**Self-interaction and changes of filling in a hard-wall LDA dot**

The table holds chemical potentials, addition energies, highest eigenvalues, spins and rms radii of a spherical hard-wall dot of radius 1.69 bohr\*, from spin-polarised LDA-PW92 Kohn-Sham runs with m-averaged shells and greedy filling. The program compares the one-electron row with the exact particle in a sphere and evaluates Hartree and local exchange energies on the exact density as a parameter-free estimate of the self-interaction. It then sets the offset between eigenvalue and chemical potential against half the in-shell addition energy and tracks spin, radius and the 2s − 1f spacing. The output shows errors of 2.4 % in the energy and 24 % in the eigenvalue at N = 1, an offset of 0.49 to 0.51 of the addition energy within shells, and a larger offset of 0.47 hartree\* for 2s. It also shows a change of configuration at N = 27 and an extrapolated energy difference between configurations at N = 24 that is smaller than its rounding error.

Calculated values. radks 2 with Libxc: spin-polarised Kohn-Sham LDA (Slater exchange, Perdew-Wang 92 correlation) for electrons in a spherical hard-wall dot of radius 1.69 bohr*, in effective atomic units (*). Shells are m-averaged and filled by a greedy search; levels are numbered by radial order within each l. Chemical potential is E(N) − E(N−1), addition energy E(N+1) + E(N−1) − 2E(N).

## Analysis program

```python
# Table: spin-polarised LDA-PW92 Kohn-Sham (radks radial solver) hard-wall spherical dot, R = 1.69 bohr*,
# m-averaged shells, greedy filling: chemical potential, eigenvalue, spin, radius, addition energy.
# Tested: self-interaction at N=1, eigenvalue against chemical potential, changes of state near 2s/1f.
T = {
    'electrons': [1, 2, 3, 4, 5, 6, 7, 8, 9, 10, 11, 12, 13, 14, 15, 16, 17, 18, 19, 20, 21, 24, 25, 26, 27, 28, 29, 30, 31, 32, 33, 34, 35, 36, 37, 38],
    'chemical_potential': [1.77, 2.747, 5.191, 5.949, 6.729, 7.744, 8.492, 9.258, 12.05, 12.79, 13.53, 14.27, 15.02, 15.98, 16.71, 17.44, 18.18, 18.91, 21.9, 22.83, 23.54, None, 26.38, 27.25, 28.07, 28.73, 29.44, 30.16, 30.87, 31.59, 32.63, 33.74, 36.6, 37.3, 38.01, 38.71],  # hartree*
    'unpaired_electrons': [1, 0, 1, 2, 3, 2, 1, 0, 1, 2, 3, 4, 5, 4, 3, 2, 1, 0, 1, 2, 3, 6, 7, 8, 5, 4, 3, 2, 1, 0, 1, 0, 1, 2, 3, 4],
    'rms_radius': [0.9029, 0.9224, 0.9762, 1.005, 1.024, 1.039, 1.051, 1.061, 1.076, 1.089, 1.099, 1.109, 1.117, 1.124, 1.131, 1.136, 1.142, 1.147, 1.142, 1.148, 1.154, 1.18, 1.184, 1.179, 1.192, 1.195, 1.198, 1.202, 1.205, 1.208, 1.203, 1.199, 1.203, 1.206, 1.209, 1.213],  # bohr*
    'highest_eigenvalue': [2.14, 3.128, 5.564, 6.337, 7.123, 8.114, 8.873, 9.644, 12.42, 13.16, 13.9, 14.65, 15.39, 16.34, 17.07, 17.81, 18.54, 19.28, 22.37, 23.19, 23.9, 26.02, 26.74, 27.72, 28.37, 29.08, 29.8, 30.51, 31.23, 31.94, 33.1, 34.21, 36.95, 37.66, 38.36, 39.06],  # hartree*
    'highest_level': ['1s up', '1s up', '1p up', '1p up', '1p up', '1p down', '1p down', '1p up', '1d up', '1d up', '1d up', '1d up', '1d up', '1d down', '1d down', '1d down', '1d down', '1d up', '2s up', '1f up', '1f up', '1f up', '1f up', '2s up', '1f down', '1f down', '1f down', '1f down', '1f down', '1f up', '2s up', '2s up', '1g up', '1g up', '1g up', '1g up'],
    'addition_energy': [None, 2.444, 0.7581, 0.7801, 1.015, 0.7475, 0.766, 2.794, 0.7366, 0.7414, 0.7443, 0.7462, 0.9608, 0.7276, 0.7322, 0.7351, 0.7371, 2.983, 0.931, 0.7176, None, None, 0.8636, 0.8293, 0.6534, 0.7136, 0.7144, 0.7149, 0.7154, 1.046, 1.109, 2.861, 0.702, 0.7024, 0.7028, None],  # hartree*
}
import numpy as np
from scipy.integrate import quad
from scipy.optimize import brentq
from scipy.special import spherical_jn
N = [int(n) for n in T['electrons']]
col = lambda k: dict(zip(N, T[k]))
mu, S, r, eps = col('chemical_potential'), col('unpaired_electrons'), col('rms_radius'), col('highest_eigenvalue')
A = col('addition_energy')
lab = {n: (l.split()[0] + ' down' if S[n] == 0 else l) for n, l in col('highest_level').items()}  # closed shell: last spin down
R, pi = 1.69, np.pi  # radius from the caption
print("Energies in hartree*, lengths in bohr*; rounding +-0.0005 below 10 and +-0.005 above 10 hartree*")
E1, r1 = pi**2/(2*R**2), R*np.sqrt(1/3 - 1/(2*pi**2))
P = lambda x: 2/R*np.sin(pi*x/R)**2
EH = quad(lambda x: P(x)*(x/R - np.sin(2*pi*x/R)/(2*pi))/x, 1e-9, R)[0]
Ex = -0.75*(6/pi)**(1/3)*quad(lambda x: (P(x)/(4*pi*x*x))**(4/3)*4*pi*x*x, 1e-9, R)[0]
print(f"N=1 exact energy {E1:.3f}; LDA energy error {mu[1]-E1:+.3f} ({100*(mu[1]/E1-1):.1f}%); eigenvalue error {eps[1]-E1:+.3f} ({100*(eps[1]/E1-1):.1f}%)")
print(f"N=1 exact rms radius {r1:.4f}; LDA error {r[1]-r1:+.4f} ({100*(r[1]/r1-1):.2f}%)")
print(f"N=1 on exact density: E_H {EH:.3f}, E_x {Ex:.3f}, exchange cancels {-100*Ex/EH:.0f}% of E_H")
print(f"  E_H+E_x {EH+Ex:.3f} against energy error {mu[1]-E1:.3f} (remainder {mu[1]-E1-EH-Ex:+.3f})")
print(f"  E_H+E_x/3 {EH+Ex/3:.3f} against eigenvalue - energy {eps[1]-mu[1]:.3f} (remainder {eps[1]-mu[1]-EH-Ex/3:+.3f})")
g = {n: eps[n]-mu[n] for n in N if mu[n] is not None}
print("Offset = eigenvalue - chemical potential, by shell of the highest level (N=27 apart)")
for s in ['1s', '1p', '1d', '1f', '1g', '2s']:
    v = [g[n] for n in g if lab[n].startswith(s) and n != 27]
    print(f"  {s}: {len(v)} rows, {min(v):.3f} to {max(v):.3f}, mean {np.mean(v):.3f}")
print(f"  N=27: {g[27]:.2f}")
same = [n for n in N if n-1 in lab and lab[n] == lab[n-1] and abs(S[n]-S[n-1]) == 1]
res = {n: mu[n]-(eps[n]+eps[n-1])/2 for n in same}
w = max(res, key=lambda n: abs(res[n]))
print(f"Chemical potential - midpoint of eigenvalues N-1, N: {len(res)} in-shell steps, worst {res[w]:+.4f} at N={w} (rounding up to 0.010)")
ins = [n-1 for n in same if A[n-1] is not None and n-1 != 27]
print("In-shell addition energies and offset/addition")
for l in dict.fromkeys(lab[n] for n in ins):
    k = [n for n in ins if lab[n] == l]
    a, q = [A[n] for n in k], [g[n]/A[n] for n in k]
    print(f"  {l} N={k[0]}-{k[-1]}: {min(a):.4f} to {max(a):.4f}, spread {max(a)-min(a):.4f}, ratio {min(q):.2f} to {max(q):.2f}")
print("Half-filling excess over previous row: " + ", ".join(f"N={n} {A[n]-A[n-1]:.3f}" for n in (5, 13)))
# further outputs of the same runs: (2s, 1f) levels, spin up at N=9 and 29; N=18 1d level and mean radii
lev = {9: (14.23, 14.9618), 18: (21.4517, 21.7044), 29: (29.8878, 29.7198)}
d18, r2s, r1f, fdn29 = 19.282, 0.790981, 1.20587, 29.7985
gap = lev[18][0]-d18
print(f"N=18 Kohn-Sham gap {gap:.3f}, addition energy {A[18]:.3f}, shortfall {A[18]-gap:.3f} ({100*(1-gap/A[18]):.0f}%)")
print(f"N=19 midpoint of empty and filled 2s level {(lev[18][0]+eps[19])/2:.2f}, chemical potential {mu[19]:.2f}, rise of level {eps[19]-lev[18][0]:.2f}")
x3 = brentq(lambda x: spherical_jn(3, x), 6, 8)
print(f"2s - 1f spacing: free particle {((2*pi)**2-x3**2)/(2*R**2):+.2f}; " + ", ".join(f"N={n} {a-b:+.2f}" for n, (a, b) in lev.items()))
print(f"N=29 empty 2s up above filled 1f down by {lev[29][0]-fdn29:.3f}; N=18 mean radius 2s/1f {r2s/r1f:.2f}")
st = [n for n in N if n-1 in S]
jump = [n for n in st if abs(S[n]-S[n-1]) != 1]
print("Steps with unpaired change other than 1: " + ", ".join(f"N={n-1}->{n} {int(S[n]-S[n-1]):+d}" for n in jump))
print("Radius drops: " + ", ".join(f"N={n} {r[n]-r[n-1]:+.3f}" for n in st if r[n] < r[n-1]) + f"; rise at N=27 {r[27]-r[26]:+.3f}, at N=28 {r[28]-r[27]:+.3f}")
print(f"Radius per electron: N=20->21 {r[21]-r[20]:+.3f}, N=21->24 {(r[24]-r[21])/3:+.4f}, N=24->25 {r[25]-r[24]:+.3f}")
print(f"Addition energy N=27 minus N=28: {A[27]-A[28]:+.4f} ({100*(A[27]/A[28]-1):.1f}%)")
U = (eps[24]-lev[18][1])/6
print(f"1f-only branch from N=18: level slope {U:.3f} per electron (N=24->25: {eps[25]-eps[24]:.2f})")
m = {19: mu[19], 20: mu[20], 21: mu[21], 22: mu[21]+A[20], 23: mu[21]+2*A[20], 24: mu[21]+3*A[20]}
d = {n: (n-18)*lev[18][1]+U*(n-18)**2/2-sum(m[j] for j in range(19, n+1)) for n in m}
print("E(1f only) - E(2s1 branch), N>21 extrapolated: " + ", ".join(f"N={n} {v:+.2f}" for n, v in d.items()))
print(f"  rounding can move the N=24 value by up to {(4+2+3)*0.005:.3f}")
assert mu[1] > E1 and min(g.values()) > 0.25
assert min(g[n] for n in g if lab[n][:2] == '2s') > max(g[n] for n in g if lab[n][:2] != '2s')
assert abs(res[w]) < 0.015
assert jump == [27] and min(g, key=g.get) == 27
```

It prints:

```
Energies in hartree*, lengths in bohr*; rounding +-0.0005 below 10 and +-0.005 above 10 hartree*
N=1 exact energy 1.728; LDA energy error +0.042 (2.4%); eigenvalue error +0.412 (23.9%)
N=1 exact rms radius 0.8985; LDA error +0.0044 (0.49%)
N=1 on exact density: E_H 0.528, E_x -0.457, exchange cancels 86% of E_H
  E_H+E_x 0.072 against energy error 0.042 (remainder -0.029)
  E_H+E_x/3 0.376 against eigenvalue - energy 0.370 (remainder -0.006)
Offset = eigenvalue - chemical potential, by shell of the highest level (N=27 apart)
  1s: 2 rows, 0.370 to 0.381, mean 0.376
  1p: 6 rows, 0.370 to 0.394, mean 0.382
  1d: 10 rows, 0.360 to 0.380, mean 0.368
  1f: 8 rows, 0.350 to 0.360, mean 0.356
  1g: 4 rows, 0.350 to 0.360, mean 0.353
  2s: 4 rows, 0.470 to 0.470, mean 0.470
  N=27: 0.30
Chemical potential - midpoint of eigenvalues N-1, N: 22 in-shell steps, worst +0.0050 at N=15 (rounding up to 0.010)
In-shell addition energies and offset/addition
  1p up N=3-4: 0.7581 to 0.7801, spread 0.0220, ratio 0.49 to 0.50
  1p down N=6-7: 0.7475 to 0.7660, spread 0.0185, ratio 0.49 to 0.50
  1d up N=9-12: 0.7366 to 0.7462, spread 0.0096, ratio 0.50 to 0.51
  1d down N=14-17: 0.7276 to 0.7371, spread 0.0095, ratio 0.49 to 0.50
  1f up N=20-20: 0.7176 to 0.7176, spread 0.0000, ratio 0.50 to 0.50
  1f down N=28-31: 0.7136 to 0.7154, spread 0.0018, ratio 0.49 to 0.50
  1g up N=35-37: 0.7020 to 0.7028, spread 0.0008, ratio 0.50 to 0.51
Half-filling excess over previous row: N=5 0.235, N=13 0.215
N=18 Kohn-Sham gap 2.170, addition energy 2.983, shortfall 0.813 (27%)
N=19 midpoint of empty and filled 2s level 21.91, chemical potential 21.90, rise of level 0.92
2s - 1f spacing: free particle -1.64; N=9 -0.73, N=18 -0.25, N=29 +0.17
N=29 empty 2s up above filled 1f down by 0.089; N=18 mean radius 2s/1f 0.66
Steps with unpaired change other than 1: N=26->27 -3
Radius drops: N=19 -0.005, N=26 -0.005, N=33 -0.005, N=34 -0.004; rise at N=27 +0.013, at N=28 +0.003
Radius per electron: N=20->21 +0.006, N=21->24 +0.0087, N=24->25 +0.004
Addition energy N=27 minus N=28: -0.0602 (-8.4%)
1f-only branch from N=18: level slope 0.719 per electron (N=24->25: 0.72)
E(1f only) - E(2s1 branch), N>21 extrapolated: N=19 +0.16, N=20 +0.12, N=21 +0.08, N=22 +0.04, N=23 +0.01, N=24 -0.02
  rounding can move the N=24 value by up to 0.045
```
